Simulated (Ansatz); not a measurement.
Strength of the C–C bond: C2H4F3N → CH4N + CF3

Gas-phase species: C2H4F3N `NCC(F)(F)F`, singlet; CH4N `[CH2]N`, doublet; CF3 (trifluoromethyl radical) `F[C](F)F`, doublet. 

Shapes, held fixed at every level: PBE0-D4/def2-TZVP. Flexible molecules stand in one conformer, not always the lowest. Programs: Ansatz 0.2.0. The zero-point and thermal change to 298 K, harmonic and unscaled (PBE0-D4/def2-TZVP), is -16.1 kJ/mol.

```
                level                   kind  ΔH(298 K) (kJ/mol)  less CCSD(T)/CBS estimate
       MP2/def2-TZVPP    perturbation theory              +399.1                       +4.9
          HF/def2-SVP           Hartree–Fock              +294.7                      -99.5
        HF/def2-TZVPP           Hartree–Fock              +278.5                     -115.7
    PBE-D4/def2-TZVPP                    GGA              +360.0                      -34.2
  BHLYP-D4/def2-TZVPP          global hybrid              +361.8                      -32.4
r2SCAN0-D4/def2-TZVPP          global hybrid              +354.3                      -39.9
   CCSD(T)/def2-TZVPP  coupled cluster or CI              +385.7                       -8.5
 CCSD(T)/CBS estimate  coupled cluster or CI              +394.2                        0.0
```

The highest level, CCSD(T)/CBS estimate, gives ΔH(298 K) = +394.2 kJ/mol; the levels span +278.5 to +399.1. The column of differences is taken from that level and isn't an error. Hartree–Fock misses the correlation of the pair that is broken and comes out low. No measured value is set beside it here. Open shells run unrestricted. The CBS estimate extrapolates MP2 from def2-TZVPP and def2-QZVPP and adds CCSD(T) − MP2 in the triple-zeta set, cores frozen.

Breaking this C–C bond costs +394.2 kJ/mol at the highest level, a strong single bond even though one of the fragments is a stabilised radical. In CH2NH2 the nitrogen lone pair delocalises into the half-filled carbon orbital, which lowers the cost of cleavage. CF3 stays pyramidal and gains little comparable relief, while the bond itself probably benefits from the polarity between an amino-substituted carbon and a strongly electron-poor one.

MP2 lies close to the reference partly through cancellation: in the same triple-zeta basis it is clearly above CCSD(T), so it overestimates the correlation contribution, while the unfinished basis pulls the other way. The three density functionals all give a weaker bond, yet PBE and BHLYP nearly coincide despite their very different shares of exact exchange. That share alone therefore doesn't explain the shortfall, which may also reflect how the functionals treat correlation between the substituents across the bond. Without a reference bond such as that in ethane, the opposing effects of the amino and fluorine substituents can't be separated.
